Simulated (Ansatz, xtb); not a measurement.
## C4H7B2N: which of two isomers lies lower

Structure X is `Bc1cccn1B`, a singlet and structure Y is `Bc1c[nH]cc1B`, a singlet. Both are isolated molecules in the gas phase, relaxed with B3LYP/def2-SVP; the shapes shown needn't be the lowest conformers.

X (Å):

```xyz
14

C    -0.9820    0.9489   -0.6706
C     0.0525    1.7342   -0.1675
C     0.2581    1.4232    1.2047
C    -0.6572    0.4471    1.5239
B    -1.5187    0.9663   -2.0912
B    -2.4647   -0.8437    0.4224
N    -1.4245    0.1348    0.4148
H    -2.4179    0.2595   -2.4662
H    -1.0054    1.7339   -2.8687
H     0.6039    2.4674   -0.7551
H     0.9903    1.8618    1.8802
H    -0.8322   -0.0644    2.4689
H    -2.6729   -1.4195    1.4586
H    -3.0891   -1.0632   -0.5748
```

Y (Å):

```xyz
14

C    -0.6486    0.2646   -0.5298
C     0.5225    0.7312    0.0600
C    -1.1585    1.5317    1.3013
C    -1.7501    0.7891    0.2835
B    -0.6723   -0.6150   -1.7773
B    -3.2595    0.6171    0.1330
N     0.2011    1.4875    1.1540
H    -1.7041   -1.0038   -2.2651
H     0.3751   -0.9331   -2.2940
H     1.5608    0.5733   -0.2287
H     0.8694    1.9459    1.7634
H    -1.6176    2.0869    2.1181
H    -3.9959    1.1485    0.9334
H    -3.7423   -0.0330   -0.7603
```

Quicker runs give these differences E(Y) − E(X): GFN2-xTB +25.1 kcal/mol; HF/STO-3G +27.4 kcal/mol (at GFN2-xTB geometries); r2SCAN-D4/def2-SVP +17.8 kcal/mol (at GFN2-xTB geometries).

Question: Estimate E(Y) − E(X) at the level CCSD(T)/def2-SVP + ΔMP2/def2-TZVPP.

Answer: Calculated at CCSD(T)/def2-SVP + ΔMP2/def2-TZVPP: E(Y) − E(X) = +18.9 kcal/mol, so structure X lies lower.

Level by level:

```
                             level        geometry  E(Y) − E(X) (kcal/mol)  departure from the last row (kcal/mol)  job, with rough time for the two
                          GFN2-xTB        GFN2-xTB                     +25.1                                    +6.2              optimisation, 0.22 s
                         HF/STO-3G        GFN2-xTB                     +27.4                                    +8.4              single point, 0.78 s
                r2SCAN-D4/def2-SVP        GFN2-xTB                     +17.8                                    −1.1               single point, 4.9 s
                    B3LYP/def2-SVP  B3LYP/def2-SVP                     +18.4                                    −0.5                optimisation, 53 s
                       HF/def2-SVP  B3LYP/def2-SVP                     +17.9                                    −1.0           part of the CCSD(T) run
                      MP2/def2-SVP  B3LYP/def2-SVP                     +18.2                                    −0.7           part of the CCSD(T) run
                  CCSD(T)/def2-SVP  B3LYP/def2-SVP                     +18.9                                     0.0                      single point
CCSD(T)/def2-SVP + ΔMP2/def2-TZVPP  B3LYP/def2-SVP                     +18.9                                                        single point, 77 s
```

As drawn, Y has 1 C–B, 1 N–H in place of 1 B–N, 1 C–H.

The levels shown agree on the order. The largest departure from CCSD(T)/def2-SVP + ΔMP2/def2-TZVPP is that of HF/STO-3G, 8.4 kcal/mol. The last row adds to CCSD(T) the change of the MP2 difference between the two basis sets, here 0.0 kcal/mol.

With thermal terms from frequencies at re-optimised GFN2-xTB minima (ideal gas, soft modes damped towards free rotors, one conformer each, 298.15 K, 1 atm): the zero-point term adds −0.7 kcal/mol; ΔH is +18.5 and ΔG +18.4 kcal/mol.

The correlated steps freeze 7 core orbitals. Run with Ansatz 0.2.0, xtb 6.7.1; the last row on 2 threads of Intel(R) Xeon(R) Platinum 8259CL CPU @ 2.50GHz (Skylake/Cascade Lake) on a shared host.

The 1,2-diborylpyrrole X lies clearly below its 3,4-isomer Y, by 18.9 kcal/mol, and thermal terms barely change this, as expected for two isomers sharing the same fairly rigid ring. The main reason is probably the exchange of a C–B and an N–H bond for a B–N and a C–H bond. The B–N σ bond is strong and polar, and the empty boron p orbital can also accept density from the nitrogen lone pair. That donation is weaker than in a simple aminoborane, because the lone pair also belongs to the aromatic sextet. The other boryl group moves from a β to an α carbon as well, so the gap isn't a measure of the B–N bond alone.

Hartree–Fock in def2-SVP already gives 17.9 kcal/mol, so correlation largely cancels between the isomers; the STO-3G excess probably reflects the inflexible minimal basis in describing polar bonds. The preference applies to the free monomers and needn't carry over to condensed phases, where BH₂ groups tend to associate through hydrogen bridges.
